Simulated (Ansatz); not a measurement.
# SiNH4 (SMILES N[SiH2]): methods side by side

SiNH4 has 6 atoms, charge 0, and is taken as a doublet. SMILES: `N[SiH2]`. Geometry: relaxed at PBE0-D4/def2-TZVP. This is one conformer, not always the lowest.

```xyz
6

N    -0.0623   -0.8635    0.0209
Si    0.3074    0.8153    0.1616
H     0.5650   -1.4759   -0.4764
H    -0.5036   -1.3465    0.7876
H     0.6574    1.3078   -1.2041
H    -0.9216    1.4989    0.6643
```

Each level gives the energy change with the N1–Si2 bond stretched from 1.725 to 3.449 Å (eV). The values are calculated.

```csv
level,kind,program,value (eV),less FCI/STO-3G,CPU time (all runs)
UHF/STO-3G,Hartree–Fock,Ansatz,3.38,-0.39,0.29 s
UBLYP/STO-3G,GGA,Ansatz,4.49,+0.72,4 s
U-r2SCAN/STO-3G,meta-GGA,Ansatz,4.62,+0.85,15 s
UB3LYP/STO-3G,global hybrid,Ansatz,4.47,+0.70,4.9 s
U-wB97M-V/STO-3G,range-separated hybrid,Ansatz,4.53,+0.76,39 s
UB2PLYP/STO-3G,double hybrid,Ansatz,4.26,+0.49,5.4 s
UMP2/STO-3G,perturbation theory,Ansatz,3.92,+0.15,0.4 s
UCCSD/STO-3G,coupled cluster or CI,Ansatz,3.73,-0.04,0.59 s
FCI/STO-3G,exact in the basis,Ansatz,3.77,0.00,12 s
```

FCI/STO-3G is exact within its basis and frozen core, so for wave-function methods in that basis the difference is their error; functionals converge differently with the basis, so for them it is only a difference. The first shape isn't each level's own minimum. The values span 3.38 to 4.62 eV. Spin contamination of the reference (⟨S²⟩ at least 0.1 too high) touches UHF/STO-3G, U-r2SCAN/STO-3G, UB2PLYP/STO-3G, UMP2/STO-3G, UCCSD/STO-3G. All rows use very small basis sets, so none should be taken for the real molecule's value. Times are those of the runs behind each value, whatever else they computed, on shared processors of several kinds: orders of magnitude only.

Stretching the Si–N bond costs 3.77 eV at FCI. UHF falls below this, as expected when correlation is missing: the bonded radical has more electron density crowded around nitrogen than the separating fragments do. MP2 overshoots, while CCSD comes within 0.04 eV of FCI. This suggests that the stretched radical is less demanding than a typical homolytic break, since its natural low-energy limit is an amino radical plus closed-shell singlet silylene, with the silicon electrons re-paired in a lone pair. The spin contamination, however, shows that the separation isn't entirely clean at the reference level.

All the functionals lie above FCI, but BLYP, B3LYP and wB97M-V nearly coincide despite their different exchange treatments. The offset therefore doesn't simply follow the share of exact exchange, and probably reflects in part how density functionals and explicit correlation respond differently to a minimal basis. It doesn't establish that the functionals overbind the real molecule. Nor is the energy at this finite separation a bond dissociation energy, which would require the asymptote and relaxed fragments.
